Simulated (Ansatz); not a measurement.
# A family of molecules: the dipole moment

One atom is swapped for its congeners: CH3Cl `CCl`; SiH3Cl (chlorosilane) `[SiH3]Cl`; GeH3Cl `[Cl][GeH3]`; SnH3Cl `[Cl][SnH3]`. All are singlets with charge 0.

Shapes, held fixed at every level: PBE0-D4/def2-TZVP. Programs: Ansatz 0.2.0. Values in D.

```csv
level,CH3Cl,SiH3Cl,GeH3Cl,SnH3Cl
PBE-D4/def2-TZVPP,1.82,1.16,1.85,2.35
r2SCAN-D4/def2-TZVPP,1.92,1.22,1.94,2.47
B3LYP-D4/def2-TZVPP,1.88,1.25,1.94,2.45
wB97M-V/def2-TZVPP,1.88,1.24,1.98,2.51
measured,1.87,1.31,–,–
```

At wB97M-V/def2-TZVPP the dipole moment isn't monotonic: it is largest for Sn and smallest for Si (2.51 and 1.24 D). Every level shows the same order. Measured values: NIST CCCBDB. For atoms past krypton def2 sets carry core potentials with scalar relativity. Relativity is left out for Ge unless named.

Replacing carbon by silicon sharply lowers the dipole moment, although the Si–Cl bond is more polar than C–Cl. The reason lies largely in the hydrogens. In CH3Cl they are the positive end of the C–H bonds, so the methyl group reinforces the C–Cl moment, whereas in SiH3Cl they are hydridic and the silyl group opposes the Si–Cl moment. Donation from chlorine lone pairs into Si–H antibonding orbitals probably lowers it further. Germanium is more electronegative than silicon because its filled 3d shell screens the nucleus poorly, which makes Ge–H less hydridic and weakens the opposition. For tin, the longer and strongly polar Sn–Cl bond probably dominates.

The measured pair confirms the fall from carbon to silicon, but every level exaggerates it, placing SiH3Cl below the measured 1.31 D. The minimum at silicon and the maximum at tin are clear, while CH3Cl and GeH3Cl lie too close together for their order to be secure. Total moments alone cannot separate bond polarity from lone-pair and hydride contributions.
